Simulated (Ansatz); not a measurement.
A ladder of methods for P2H4 (diphosphine)

P2H4 has 6 atoms, charge 0, and is taken as a singlet. As SMILES, `PP`. The shape was relaxed beforehand at r2SCAN/def2-SVP. This is one conformer, not always the lowest.

```xyz
6

P     0.3718   -1.0614   -0.0830
P    -0.3719    1.0616    0.0795
H    -0.5019   -1.5322    0.9487
H    -0.5762   -1.4024   -1.1000
H     0.5066    1.5347   -0.9470
H     0.5716    1.3997    1.1017
```

Each level gives the dissociation energy of the P2–P1 bond into doublet PH2 and doublet PH2 (shapes relaxed at r2SCAN/def2-SVP, no zero-point term) (eV). The values are calculated.

```json
{"level": "HF/def2-TZVPP", "kind": "Hartree–Fock", "program": "Ansatz", "value (eV)": "1.41", "less CCSD(T)/def2-TZVPP": "-1.09", "CPU time (all runs)": "1.6 s"}
{"level": "PBE/def2-TZVPP", "kind": "GGA", "program": "Ansatz", "value (eV)": "2.67", "less CCSD(T)/def2-TZVPP": "+0.17", "CPU time (all runs)": "3.1 s"}
{"level": "B3LYP/def2-TZVPP", "kind": "global hybrid", "program": "Ansatz", "value (eV)": "2.41", "less CCSD(T)/def2-TZVPP": "-0.09", "CPU time (all runs)": "3.8 s"}
{"level": "wB97M-V/def2-TZVPP", "kind": "range-separated hybrid", "program": "Ansatz", "value (eV)": "2.71", "less CCSD(T)/def2-TZVPP": "+0.21", "CPU time (all runs)": "14 s"}
{"level": "MP2/def2-TZVPP", "kind": "perturbation theory", "program": "Ansatz", "value (eV)": "2.64", "less CCSD(T)/def2-TZVPP": "+0.14", "CPU time (all runs)": "2.3 s"}
{"level": "CCSD(T)/def2-TZVPP", "kind": "coupled cluster or CI", "program": "Ansatz", "value (eV)": "2.50", "less CCSD(T)/def2-TZVPP": "0.00", "CPU time (all runs)": "8.4 s"}
```

CCSD(T)/def2-TZVPP is the highest level here, not the true value. The values span 1.41 to 2.71 eV. Hartree–Fock misses the correlation of the electron pair that is broken and comes out low. Measured bond enthalpies also hold zero-point and thermal terms, a few tenths of an eV less. Times are those of the runs behind each value, whatever else they computed, on shared processors of several kinds: orders of magnitude only.

Breaking the P–P bond costs 2.50 eV at the coupled-cluster level, which marks a fairly weak single bond, well below a typical C–C bond. It is a σ bond built mainly from phosphorus 3p orbitals, while the lone pairs keep much of the 3s character. Each PH2 fragment is left with its unpaired electron in a 3p orbital perpendicular to the molecular plane, so it gains little from rehybridisation or delocalisation that would make cleavage easier. Hartree–Fock still finds the molecule bound, but recovers only a little over half of the coupled-cluster energy.

Among the correlated methods and density functionals the spread is far smaller, and it doesn't follow the sophistication of the functional: B3LYP lies closest to coupled cluster and wB97M-V furthest above it. Part of that offset probably reflects the slower basis-set convergence of the coupled-cluster correlation energy, which tends to leave a bond energy too low in a triple-zeta basis. The small B3LYP deviation therefore doesn't establish it as the most accurate functional for this bond.
